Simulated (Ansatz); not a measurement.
# A series in volume scale on SbAs

Results calculated with Ansatz 0.2.0, not measured. Periodic Kohn-Sham DFT of a crystal at fixed atoms, scaled to volume_scale times the given cell; pressure positive in compression, energy less spherical unpolarised free atoms, largest_vzz the field gradient of largest size among the nuclei.

The cell before it is scaled or strained (space group R-3m, No. 166):
```
SbAs
1.0
      2.0127     1.1621     3.6123
     -2.0127     1.1621     3.6123
      0.0000    -2.3241     3.6123
Sb As
1 1
Direct
  0.50000 0.50000 0.50000
  0.00000 0.00000 0.00000
```

Settings of every row: method frozen-core PAW; functional PBEsol; relativity scalar; k mesh 11x11x11; filling fermi-dirac; smearing width 0.05 eV; wave cutoff 420 eV; paw set soft_2.

Atom start moment: 0 on all atoms.

Limits: PAW files made with PBE; field gradient without spin-orbit coupling on heavy atoms; no gap: field gradients move with the k mesh; no spin-orbit coupling on heavy atoms.

```csv
row,volume scale,V (Å³/atom),pressure (GPa),largest V_zz (1e21 V/m^2)
1,0.94,23.826,0.012,4.03
2,0.96,24.332,-1.502,4.043
3,0.98,24.839,-2.852,4.056
4,0.99,25.093,-3.471,4.06
5,1,25.347,-4.053,4.061
6,1.01,25.6,-4.603,4.06
7,1.02,25.853,?,?
8,1.04,26.36,-6.071,4.052
9,1.06,26.867,-6.917,4.046
```

Question: what pressure should row 7 give?

Worked fit of pressure. Take u = (V_r/V)^(2/3) − 1 with V_r = 25.22 Å³ an atom, which is twice the finite (Eulerian) strain; such expansions in the strain, on which the Birch-Murnaghan equation of state is built, carry the rest volume and the bulk modulus. The shown rows have u = 0.03863, 0.02418, 0.0102, 0.00337, -0.00334, -0.00992, -0.02904, -0.0413. Least squares give pressure = −3.7667 + 86.941 × u + 270.22 × u² + 294 × u³ GPa; a parabola predicts inner rows, each left out in turn, worse (root mean square 0.0045 against 0.00078 GPa). The rows lie off it by 0.000, 0.000, -0.001, 0.000, 0.001, 0.000, 0.000, 0.000. The pressure vanishes at u = 0.0385, or V = 23.83 Å³ an atom, and there the bulk modulus at fixed shape and fractions is B = −V dP/dV = (2/3)(1 + u) dP/du = 75.5 GPa. Letting shape and atoms relax would as a rule lower it, by much in layered, chain or molecular crystals. The withheld row has u = -0.01639, so the fit gives −3.7667 + 86.941 × (-0.01639) + 270.22 × (-0.01639)² + 294 × (-0.01639)³ = -5.120 GPa.

The calculation gave -5.121 GPa. The fit lies 0.001 GPa (0.014 % of the column's range) above it, one unit of the last digit.

The other values of row 7: largest V_zz 4.058 1e21 V/m^2.
